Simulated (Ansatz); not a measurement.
## TiB: pressure against volume per atom

Periodic Kohn-Sham DFT of a crystal at fixed atoms; pressure and stress are positive in compression; the energy is the free energy less that of spherical unpolarised free atoms; site moments are those in the method's own spheres, positive along +z. The results are calculated, by Ansatz 0.2.0.

Cell of the first row (space group F-43m, No. 216):
```
cell vectors (Å)
   0.0000     2.0581     2.0581
   2.0581     0.0000     2.0581
   2.0581     2.0581     0.0000
atoms (fractions of the cell vectors)
Ti  0.75000  0.75000  0.75000
B   0.00000  0.00000  0.00000
```

Settings of every row: method frozen-core PAW; functional LDA; relativity scalar; k mesh 13x13x13; filling fermi-dirac; smearing width 0.05 eV; wave cutoff 420 eV; paw set soft_2.

Atom start moment: 0 on all atoms.

Limits: PAW files made with PBE; all rows lie far from zero pressure; cell far from its zero-pressure volume.

```
row  volume per atom (Å³)  pressure (GPa)
  1                 8.718         133.113
  2                 8.903         123.166
  3                 9.089         113.911
  4                 9.181         109.526
  5                 9.274               ?
  6                 9.367         101.208
  7                  9.46          97.263
  8                 9.645          89.772
  9                 9.831           82.78
```

Question: what pressure should row 5 give?

Worked fit of pressure. Take u = (V_r/V)^(2/3) − 1 with V_r = 9.274 Å³ an atom, which is twice the finite (Eulerian) strain; such expansions in the strain, on which the Birch-Murnaghan equation of state is built, carry the rest volume and the bulk modulus. The shown rows have u = 0.04208, 0.02759, 0.01352, 0.00674, -0.00663, -0.01315, -0.02581, -0.03814. Least squares give pressure = 105.3003 + 623.89 × u + 876.51 × u² GPa; a straight line predicts inner rows, each left out in turn, worse (root mean square 0.44 against 0.019 GPa). The rows lie off it by 0.007, -0.015, 0.015, -0.019, 0.006, 0.015, -0.010, 0.000 (root mean square 0.012 GPa). The withheld row has u = 0, so the fit gives 105.3003 + 623.89 × (0) + 876.51 × (0)² = 105.300 GPa.

The calculation gave 105.293 GPa. The fit lies 0.007 GPa (0.014 % of the column's range) above it; its largest miss of a shown row is 0.019 GPa.
